**Question**

I have two successive 6s ionisation energies of lead ions, Pb2+ → Pb3+ and Pb3+ → Pb4+, from scalar-relativistic all-electron atomic calculations along a ladder of functionals. The HSE06 and Hartree-Fock results are covered up. The ionisation energies move by about an eV along the ladder, while the 6s eigenvalues move by more than three. Is there enough physics in the visible rows to say where the two covered rows must lie, and how tightly?

Ionisation energies (IE) of Pb2+ ([Xe] 4f14 5d10 6s2) and Pb3+ ([Xe] 4f14 5d10 6s1) as total-energy differences, from B-spline radial code 1 with all electrons, spin-free one-electron X2C and a Fermi nucleus, at the basis-set limit. "Table" is the measured NIST value, 31.9373 and 42.33256 eV; ε(6s) is the eigenvalue of the spin orbital that loses the electron.

| method | rung | share of exact exchange | IE(Pb2+) (eV) | IE(Pb2+) less table (eV) | −ε(6s) of Pb2+ (eV) | IE(Pb3+) (eV) | IE(Pb3+) less table (eV) | −ε(6s) of Pb3+ (eV) |
| --- | --- | --- | --- | --- | --- | --- | --- | --- |
| LDA VWN5 | LDA | 0 | 32.593 | 0.656 | 27.814 | 43.341 | 1.008 | 38.306 |
| PW91 | GGA | 0 | 32.215 | 0.277 | 27.488 | 42.998 | 0.666 | 37.999 |
| BP86 | GGA | 0 | 32.266 | 0.329 | 27.579 | 42.992 | 0.659 | 38.057 |
| TPSS | meta-GGA | 0 | 31.832 | -0.105 | 27.244 | 42.516 | 0.184 | 37.669 |
| r2SCAN | meta-GGA | 0 | 31.877 | -0.061 | 27.601 | 42.639 | 0.306 | 38.143 |
| B3LYP VWN-RPA | hybrid | 20 % | 32.094 | 0.157 | 28.317 | 42.853 | 0.520 | 38.830 |
| M06-2X | hybrid | 54 % | 31.666 | -0.271 | 29.403 | 42.466 | 0.134 | 40.206 |
| HSE06 | range-separated hybrid | 25 % short range, 0 long range | ? | ? | ? | ? | ? | ? |
| wB97X | range-separated hybrid | 16 % short, 100 % long range | 31.669 | -0.269 | 30.617 | 41.975 | -0.358 | 40.877 |
| Hartree-Fock | Hartree-Fock | 100 % | ? | ? | ? | ? | ? | ? |

**Answer**

IE is the difference of two self-consistent total energies, "IE less table" is its error against the measured NIST value, and $-\varepsilon(6s)$ is minus the eigenvalue of the orbital that loses the electron. The ions are 6s², 6s¹ and closed 5d¹⁰, with whole occupations in every shell, so multiplet averaging and first-order spin-orbit splitting don't enter these errors. QED, the Breit interaction, the two-electron relativistic terms that a one-electron X2C Hamiltonian omits and higher-order spin-orbit terms are absent from every row, and their size is untested here. Two derived quantities carry the argument: the gap $g = \mathrm{IE} - (-\varepsilon)$ and the step $\mathrm{IE}(\mathrm{Pb^{3+}}) - \mathrm{IE}(\mathrm{Pb^{2+}})$.

**The gap and its limits**

Let the occupation $f$ of the 6s spin orbital run from 1 to 0. Janak's theorem says $dE/df = \varepsilon(f)$, so the IE is the average of $-\varepsilon(f)$ over the removal, while the table lists only its value at $f = 1$. If $E(f)$ is a parabola with curvature $C$, then

$$\mathrm{IE} = -\varepsilon(1) + \tfrac12 C, \qquad g = \tfrac12 C .$$

The gap therefore measures how far the energy bends between two whole electron numbers.

For the exact functional $E(f)$ is a straight line and $g = 0$. With frozen orbitals and an uncorrected Hartree term, the electron repels itself with energy $\tfrac12 f^2 F^0$, where $F^0$ is the 6s–6s Coulomb integral, and $g = F^0/2$. In Hartree-Fock the exchange term cancels this self-repulsion exactly, the frozen-orbital removal energy equals $-\varepsilon$ (Koopmans' theorem), and relaxation can only lower the ion. Then $g = -R$, with a positive relaxation energy $R$.

The visible rows lie between these limits. The PW91 run for Pb3+ gives $F^0 = 11.69$ eV, so the upper limit is 5.84 eV, and LDA has the largest gap, 5.04 eV. Semilocal exchange-correlation and orbital relaxation together thus remove only a small part of the bend. For Pb2+ I scale $F^0$ by the ratio of the 6s mean radii, which gives 11.30 eV; the radii come from two different functionals, so this value is rough.

A share $a$ of exact exchange cancels the same share of the self-repulsion, which suggests $g = g_0 - S a$. A least-squares line through PW91, BP86, B3LYP and M06-2X gives $g = 4.70 - 4.53\,a$ eV for Pb2+ and $g = 4.98 - 5.01\,a$ eV for Pb3+. I fitted GGAs and global hybrids because HSE06 is built on a GGA. Both slopes are below $F^0/2$, as they should be when semilocal exchange already cancels some of the bend.

The four fitted rows lie within 0.05 eV of the lines, which says little for two parameters and three distinct values of $a$. The hybrids also differ in their semilocal parts, so $a$ is never varied alone. The unfitted rows show the limit: r2SCAN has no exact exchange, yet falls 0.43 and 0.49 eV below $g_0$, and TPSS falls about a quarter as far. M06-2X had spurious states inside the nucleus removed, but its Pb3+ 6s orbital is ordinary, with a mean radius of 2.09 bohr as in PW91.

**Range separation**

HSE06 and wB97X split $1/r$ into $\mathrm{erfc}(\omega r)/r$ at short range and $\mathrm{erf}(\omega r)/r$ at long range. As $\omega \to 0$ all of $F^0$ is short-ranged, and as $\omega \to \infty$ all of it is long-ranged. In between, take the separation of two points in the 6s cloud as a Gaussian with variance $s^2$ per direction, for which $\langle 1/r\rangle = \sqrt{2/\pi s^2}$, and set this equal to $F^0$. The erf kernel is the potential of a Gaussian of variance $1/2\omega^2$, and variances add, so the long-range part is

$$J_{\mathrm{LR}} = F^0\sqrt{\frac{s^2}{s^2 + 1/2\omega^2}} .$$

The simplest use of this is one effective share, with the short- and long-range fractions $a_{\mathrm{SR}}$ and $a_{\mathrm{LR}}$ weighted by their parts of $F^0$. For wB97X ($\omega = 0.3$ bohr⁻¹) this gives 1.58 eV for both ions, about half an eV above the computed 1.05 and 1.10 eV. The other choice assumes that the cancellation by semilocal exchange is wholly short-ranged, so long-range exact exchange removes its full $J_{\mathrm{LR}}/2$:

$$g = g_0 - a_{\mathrm{SR}}\left(S - \tfrac12 J_{\mathrm{LR}}\right) - \tfrac12 a_{\mathrm{LR}} J_{\mathrm{LR}} .$$

This split form gives 0.98 and 1.14 eV for wB97X, which was not in the fit. I adopt it for that agreement, which rests on one functional only. For HSE06 ($\omega = 0.11$ bohr⁻¹, a quarter of exact exchange at short range, none at long range) and Pb3+ the numbers run as follows, with $F^0 = 11.69/27.211 = 0.4296$ hartree:

$$s^2 = \frac{2}{\pi\,(0.4296)^2} = 3.45,\qquad \sqrt{\frac{3.45}{3.45 + 41.3}} = 0.278,\qquad \tfrac12 J_{\mathrm{LR}} = 0.278 \times 5.84 = 1.62\ \mathrm{eV},$$

$$g = 4.981 - 0.25\,(5.008 - 1.62) = 4.13\ \mathrm{eV}.$$

The same steps give 3.97 eV for Pb2+. The single share would give 3.89 and 4.08 eV, so the two forms differ little at small $\omega$. I set the bar at 0.15 eV by judgement, wide enough to cover both forms and the wB97X misfit. HSE06 should then lie between the GGAs and B3LYP.

**The Hartree-Fock ionisation energy**

This forecast needs no fit. A global hybrid's energy is the Hartree-Fock expression with the exchange scaled by $a$, plus a functional part. Removing the functional part and restoring the full exchange gives the Hartree-Fock energy on the hybrid's orbitals, and because that energy is stationary at its own orbitals the error is of second order in the orbital difference. With $\Delta$ for ion minus parent, $E_x$ the scaled exact exchange and $E_f$ the functional part,

$$\mathrm{IE_{HF}} \approx \mathrm{IE} + \left(\tfrac1a - 1\right)\Delta E_x - \Delta E_f .$$

The B3LYP runs for Pb2+ and Pb3+ give, in hartree,

$$\Delta E_x = -77.66830 + 77.71913 = 0.05083, \qquad \Delta E_f = -316.9485 + 317.2372 = 0.2887,$$

$$\mathrm{IE_{HF}} \approx 32.094 + 27.211\,(4 \times 0.05083 - 0.2887) = 29.77\ \mathrm{eV}.$$

M06-2X orbitals give 29.80 eV, and for Pb3+ the two hybrids give 40.55 and 40.52 eV. Two quite different functionals agreeing to a few hundredths of an eV supports the estimate, though both could err the same way. I take the means with a chosen bar of 0.15 eV. These would be the lowest ionisation energies of all rows, as the missing correlation suggests: the parent has one more electron to correlate than the ion.

The sign of the Hartree-Fock gap is fixed by the variational principle, but its size can only be bracketed. The fitted lines reach $+0.17$ and $-0.03$ eV at $a = 1$, and I don't use them, because the fitted rows contain correlation and Hartree-Fock does not. The distance from $F^0/2$ down to the PW91 gap holds the relaxation together with the exchange-correlation curvature, so it is a rough ceiling on $R$. The midpoints between zero and that ceiling are $-0.46$ and $-0.42$ eV, with bars of the same size.

**The HSE06 ionisation energy**

PW91 lies 2.43 and 2.47 eV above the Hartree-Fock estimates. In one limit all of this distance is correlation, and swapping a quarter of the exchange changes nothing. In the other all of it is exchange, and the swap lowers the IE by a quarter of the distance. The midpoint, an eighth, is a guess at the split; PW91 stands in for PBE and the screening is ignored.

Each $-\varepsilon$ is IE less gap, with the bars added in quadrature. The Hartree-Fock step should exceed the measured 10.395 eV. The bar on the HSE06 step is chosen smaller than those on the two energies, because their errors should move together. All values are in eV.

| quantity | HSE06 | Hartree-Fock |
|---|---|---|
| IE(Pb2+) | 31.91 ± 0.30 | 29.79 ± 0.15 |
| IE(Pb3+) | 42.69 ± 0.31 | 40.53 ± 0.15 |
| gap, Pb2+ | 3.97 ± 0.15 | −0.46 ± 0.46 |
| gap, Pb3+ | 4.13 ± 0.15 | −0.42 ± 0.42 |
| −ε(6s) of Pb2+ | 27.94 ± 0.34 | 30.25 ± 0.48 |
| −ε(6s) of Pb3+ | 38.56 ± 0.34 | 40.95 ± 0.45 |
| step | 10.78 ± 0.15 | 10.75 ± 0.21 |

**The computed rows**

The withheld rows as computed:

| method | rung | share of exact exchange | IE(Pb2+) (eV) | IE(Pb2+) less table (eV) | −ε(6s) of Pb2+ (eV) | IE(Pb3+) (eV) | IE(Pb3+) less table (eV) | −ε(6s) of Pb3+ (eV) |
| --- | --- | --- | --- | --- | --- | --- | --- | --- |
| HSE06 | range-separated hybrid | 25 % short range, 0 long range | 31.777 | -0.160 | 27.940 | 42.504 | 0.171 | 38.438 |
| Hartree-Fock | Hartree-Fock | 100 % | 29.773 | -2.165 | 30.117 | 40.562 | -1.770 | 40.821 |

The misses, computed less forecast in eV, are these.

| quantity | HSE06 | Hartree-Fock |
|---|---|---|
| IE(Pb2+) | −0.13 | −0.01 |
| IE(Pb3+) | −0.19 | +0.03 |
| gap, Pb2+ | −0.14 | +0.12 |
| gap, Pb3+ | −0.07 | +0.16 |
| −ε(6s) of Pb2+ | 0.00 | −0.13 |
| −ε(6s) of Pb3+ | −0.12 | −0.13 |
| step | −0.05 | +0.04 |

All fourteen values fall inside their bars, but the eigenvalues and steps follow from the other eight forecasts, and the hits are not of equal worth. The Hartree-Fock ionisation energies are the sharp result, with misses no larger than the spread between the two hybrids. The success rests on cancellation as well as on the second-order argument. The same recipe applied to the total energy of Pb3+ gives values that differ by well over an eV between the B3LYP and M06-2X orbitals, but this difference is nearly the same for parent and ion and drops out of the ionisation energy. The bar was several times wider than it needed to be.

The Hartree-Fock gaps are $-0.34$ and $-0.26$ eV, negative as theory demanded, and smaller in size than the midpoints. The bracket was so wide that landing inside it tests little beyond the sign, and the misses in $-\varepsilon$ come mostly from this part. The straight lines would have been too high for both ions, with the wrong sign for Pb2+. That Pb2+ relaxes more fits the physics, since its remaining 6s electron can contract, whereas in Pb3+ only the stiffer 5d shell and the core can respond.

HSE06 lies 0.44 and 0.49 eV below PW91, about three quarters of the largest shift allowed, where I had taken half. This leans towards exchange as the larger part of the distance to Hartree-Fock. It doesn't measure the split, because the change from PW91 to PBE and the screening sit in the same numbers.

The HSE06 gaps, 3.84 and 4.07 eV, lie between the GGAs and B3LYP, but the single share that I rejected is closer for both ions than the split form. Each form therefore wins on one functional, and the assumption that semilocal cancellation is wholly short-ranged is not confirmed. The weak part is the slope $S$, borrowed from B3LYP and M06-2X, whose semilocal parts differ from that of HSE06. The revealed rows give a steeper one from PW91 to Hartree-Fock, 5.07 and 5.26 eV, and a quarter of the excess would lower the split form by 0.14 and 0.06 eV, nearly the whole of its misses. That slope is chosen after the fact and ends on a row without correlation, so these rows can't decide between the forms, but the better score of the single share may only reflect a slope that was too shallow. The null miss in $-\varepsilon$ of Pb2+ is luck: the IE and the gap were both forecast too high by nearly the same amount.

**What the step shows**

Hartree-Fock falls 2.165 eV short of NIST for Pb2+ and 1.770 eV short for Pb3+. Most of this is correlation, mixed with the QED and spin-orbit terms that no row holds. The difference, 0.395 eV, is the error in the step. Theory gives a cause: the 6s² pair is correlated, partly by mixing with 6p², and that energy must be paid to ionise Pb2+ but has no counterpart in 6s¹. The step error is a net figure and not the pair energy itself, because the correlation of the 6s electron with the core also differs between the two ions and can offset part of it.

Every functional except wB97X overshoots the step too, by 0.29 to 0.41 eV, and HSE06 joins them. PW91 shows how: it adds 2.44 eV to the Hartree-Fock value for both ions alike, so it raises both energies and leaves the step where Hartree-Fock had it. My guess is that these functionals, through exchange and correlation together, imitate the correlation of a 6s electron with the core but little of the 6s²–6p² mixing; nothing here tests that, and equal totals can hide exchange and correlation parts that change in opposite directions from one ion to the other. wB97X undershoots the step by 0.09 eV, while being low for both ions by about 0.3 eV.

This shared error sets how good a row can look. A method that overshoots the step by a third of an eV does best by being low for Pb2+ and high for Pb3+, and TPSS, r2SCAN, M06-2X and HSE06 all change sign in this way. LDA, the GGAs and B3LYP are high for both ions, LDA by as much as 1.01 eV. A small error on one ion, such as the −0.06 eV of r2SCAN for Pb2+, is a crossing and not a mark of accuracy. Differences of a few hundredths of an eV between rows give no ranking while QED is left out.

The eigenvalue is a separate matter from the energy difference. The bend of $E(f)$ shifts $-\varepsilon$ by $C/2$ but drops out of a difference taken between whole electron numbers, which is why the visible rows span 3.4 eV in $-\varepsilon$ of Pb2+ and only 0.9 eV in its IE. wB97X has the highest $-\varepsilon$ of all rows for both ions, yet its ionisation energies are among the lowest of the functionals. Even that eigenvalue lies more than 1 eV below the measured values, so for the functionals the energy difference is the quantity to compare with experiment. Hartree-Fock is the exception in size of error: its $-\varepsilon$ is nearer to experiment than its energy difference for both ions, because the neglected relaxation offsets part of the missing correlation.
